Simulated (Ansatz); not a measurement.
## A series in volume scale on Zr

Plane-wave DFT, scalar-relativistic PAW made under PBE with cores redone for the functional, no dispersion; the given relaxed cell is scaled uniformly, energy at zero smearing counts from the unscaled cell, pressure at the given Fermi-Dirac smearing is positive in compression. The results are calculated, by Ansatz 0.2.0.

The cell before it is scaled or strained (space group Pm-3m, No. 221):
```
CELL_PARAMETERS angstrom
2.90490 0.00000 0.00000
0.00000 2.90490 0.00000
0.00000 0.00000 2.90490
ATOMIC_POSITIONS crystal
Zr 0.00000 0.00000 0.00000
```

Settings of every row: spin polarised no; functional r2SCAN; wave cutoff 500 eV; smearing width 0.1 eV; k mesh 12x12x12.

Atom starting moment: 0 on all atoms.

Limits: the cell comes from a prototype or a list of computed structures and needn't be the stable phase.

```
row  volume scale  V (Å³/atom)  pressure (GPa)  energy change per atom (meV)
  1          0.88       21.571           10.75                         87.91
  2          0.92       22.552            6.65                         37.64
  3          0.96       23.532            3.27                          9.69
  4          1.04       25.493           -1.97                          5.52
  5          1.08       26.474           -4.05                          24.2
  6          1.12       27.454               ?                             ?
```

Question: what pressure and energy change per atom should row 6 give?

Worked fit of pressure. Take u = (V_r/V)^(2/3) − 1 with V_r = 23.532 Å³ an atom, which is twice the finite (Eulerian) strain; such expansions in the strain, on which the Birch-Murnaghan equation of state is built, carry the rest volume and the bulk modulus. The shown rows have u = 0.05972, 0.02876, 0, -0.05196, -0.07553. Least squares give pressure = 3.271 + 112.45 × u + 209.6 × u² GPa; a straight line predicts inner rows, each left out in turn, worse (root mean square 0.43 against 0.043 GPa). The rows lie off it by 0.02, -0.03, 0.00, 0.04, -0.02. The pressure vanishes at u = -0.0309, or V = 24.67 Å³ an atom, and there the bulk modulus at fixed shape and fractions is B = −V dP/dV = (2/3)(1 + u) dP/du = 64.3 GPa. The withheld row has u = -0.09766, so the fit gives 3.271 + 112.45 × (-0.09766) + 209.6 × (-0.09766)² = -5.71 GPa.

The calculation gave -5.84 GPa. The fit lies 0.13 GPa (2.2 % of the value, 0.78 % of the column's range) above it; its largest miss of a shown row is 0.04 GPa. This row lies beyond the range of the fit.

Worked fit of energy change per atom. Take u = (V_r/V)^(2/3) − 1 with V_r = 23.532 Å³ an atom, which is twice the finite (Eulerian) strain; such expansions in the strain, on which the Birch-Murnaghan equation of state is built, carry the rest volume and the bulk modulus. The shown rows have u = 0.05972, 0.02876, 0, -0.05196, -0.07553. Least squares give energy change per atom = 9.602 + 649.3 × u + 11117.2 × u² meV; a straight line predicts inner rows, each left out in turn, worse (root mean square 23 against 0.39 meV). The rows lie off it by -0.12, 0.17, 0.09, -0.36, 0.22 (root mean square 0.21 meV). The withheld row has u = -0.09766, so the fit gives 9.602 + 649.3 × (-0.09766) + 11117.2 × (-0.09766)² = 52.22 meV.

The calculation gave 54.56 meV. The fit lies 2.34 meV (4.3 % of the value, 2.8 % of the column's range) below it; its largest miss of a shown row is 0.36 meV. This row lies beyond the range of the fit.
